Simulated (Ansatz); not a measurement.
Bi2PdPt: energy above lowest point and pressure against volume scale

Results calculated with Ansatz 0.2.0, not measured. Free energy against uniform scaling of the volume at fixed shape and fractions; periodic cell, basis, potentials, k mesh and filling as listed.

The cell before it is scaled or strained (space group P-3m1, No. 164):
```
CELL_PARAMETERS angstrom
4.34340 0.00000 0.00000
-2.17170 3.76150 0.00000
0.00000 0.00000 5.64460
ATOMIC_POSITIONS crystal
Bi 0.33333 0.66667 0.24488
Bi 0.66667 0.33333 0.75512
Pd 0.00000 0.00000 0.50000
Pt 0.00000 0.00000 0.00000
```

Settings of every row: functional r2SCAN; dispersion none; potentials PAW; wave cutoff 550 eV; density cutoff 2200 eV; k mesh 6x6x4; k shift 0x0x0; occupations fermi dirac; smearing width 0.1 eV; spin none.

Limits: coarse k mesh, up to 40 meV an atom off; no spin-orbit coupling, which can matter with elements this heavy; the cell comes from a prototype or a list of computed structures and needn't be the stable phase.

```csv
row,volume scale,V (Å³/atom),energy above lowest point (meV/atom),pressure (GPa)
1,0.9406,21.685,21.6,6.48
2,0.9703,22.37,2.9,2.42
3,1,23.055,0,-0.97
4,1.0297,23.74,?,?
5,1.0594,24.424,31.8,-6.16
```

Question: what energy above lowest point and pressure should row 4 give?

Worked fit of energy above lowest point. Take u = (V_r/V)^(2/3) − 1 with V_r = 22.712 Å³ an atom, which is twice the finite (Eulerian) strain; such expansions in the strain, on which the Birch-Murnaghan equation of state is built, carry the rest volume and the bulk modulus. The shown rows have u = 0.03133, 0.01017, -0.00994, -0.04729. Least squares give energy above lowest point = −0.33 + 149.4 × u + 17533 × u² meV/atom; a straight line predicts inner rows, each left out in turn, worse (root mean square 17 against 0.21 meV/atom). The rows lie off it by 0.0, -0.1, 0.1, 0.0. Its lowest point lies at u = -0.0043, or V = 22.86 Å³ an atom, and the curvature there gives the bulk modulus at fixed shape and fractions, B = (4/9)(1 + u)² E″(u)/V = 108 GPa. Letting shape and atoms relax would as a rule lower it, by much in layered, chain or molecular crystals. The withheld row has u = -0.02908, so the fit gives −0.33 + 149.4 × (-0.02908) + 17533 × (-0.02908)² = 10.2 meV/atom.

The calculation gave 10.4 meV/atom. The fit lies 0.2 meV/atom (1.9 % of the value, 0.63 % of the column's range) below it; its largest miss of a shown row is 0.1 meV/atom.

Worked fit of pressure. Take u = (V_r/V)^(2/3) − 1 with V_r = 22.712 Å³ an atom, which is twice the finite (Eulerian) strain; such expansions in the strain, on which the Birch-Murnaghan equation of state is built, carry the rest volume and the bulk modulus. The shown rows have u = 0.03133, 0.01017, -0.00994, -0.04729. Least squares give pressure = 0.653 + 169.22 × u + 532.5 × u² GPa; a straight line predicts inner rows, each left out in turn, worse (root mean square 0.52 against 0.017 GPa). The rows lie off it by 0.00, -0.01, 0.01, 0.00. The pressure vanishes at u = -0.0039, or V = 22.85 Å³ an atom, and there the bulk modulus at fixed shape and fractions is B = −V dP/dV = (2/3)(1 + u) dP/du = 110 GPa. Letting shape and atoms relax would as a rule lower it, by much in layered, chain or molecular crystals. The withheld row has u = -0.02908, so the fit gives 0.653 + 169.22 × (-0.02908) + 532.5 × (-0.02908)² = -3.82 GPa.

The calculation gave -3.8 GPa. The fit lies 0.02 GPa (0.16 % of the column's range) below it; its largest miss of a shown row is 0.01 GPa.
